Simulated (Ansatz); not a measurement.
## Ti: the change of pressure with volume per atom

All results are calculated (Ansatz 0.2.0). Periodic Kohn-Sham DFT of a crystal at fixed atoms; pressure and stress are positive in compression; the energy is the free energy less that of spherical unpolarised free atoms; site moments are those in the method's own spheres, positive along +z.

Cell of the first row (space group Fm-3m, No. 225):
```
Ti
1.0
      0.0000     1.9886     1.9886
      1.9886     0.0000     1.9886
      1.9886     1.9886     0.0000
Ti
1
Direct
  0.00000 0.00000 0.00000
```

Settings of every row: method frozen-core PAW; functional LDA; relativity scalar; k mesh 15x15x15; filling fermi-dirac; smearing width 0.05 eV; wave cutoff 420 eV; paw set soft_2.

Atom start moment: 0 on all atoms.

Limits: PAW files made with PBE.

```
row  volume per atom (Å³)  pressure (GPa)
  1                15.727           2.414
  2                15.735           2.345
  3                16.062          -0.221
  4                16.229          -1.452
  5                16.396           -2.63
  6                16.731          -4.833
  7                16.898          -5.862
  8                17.065          -6.845
  9                17.233          -7.785
 10                  17.4               ?
 11                17.735          -10.36
```

Question: what pressure should row 10 give?

Worked fit of pressure. Take u = (V_r/V)^(2/3) − 1 with V_r = 16.564 Å³ an atom, which is twice the finite (Eulerian) strain; such expansions in the strain, on which the Birch-Murnaghan equation of state is built, carry the rest volume and the bulk modulus. The shown rows have u = 0.03517, 0.03482, 0.02073, 0.01371, 0.00682, -0.00667, -0.01322, -0.01967, -0.02605, -0.04452. Least squares give pressure = −3.7591 + 163.485 × u + 341.55 × u² GPa; a straight line predicts inner rows, each left out in turn, worse (root mean square 0.19 against 0.0025 GPa). The rows lie off it by 0.001, -0.003, 0.002, 0.002, -0.002, 0.001, -0.001, -0.002, 0.001, 0.000. The pressure vanishes at u = 0.0220, or V = 16.03 Å³ an atom, and there the bulk modulus at fixed shape and fractions is B = −V dP/dV = (2/3)(1 + u) dP/du = 122 GPa. The withheld row has u = -0.03229, so the fit gives −3.7591 + 163.485 × (-0.03229) + 341.55 × (-0.03229)² = -8.682 GPa.

The calculation gave -8.683 GPa. The fit lies 0.001 GPa (0.0078 % of the column's range) above it, one unit of the last digit.
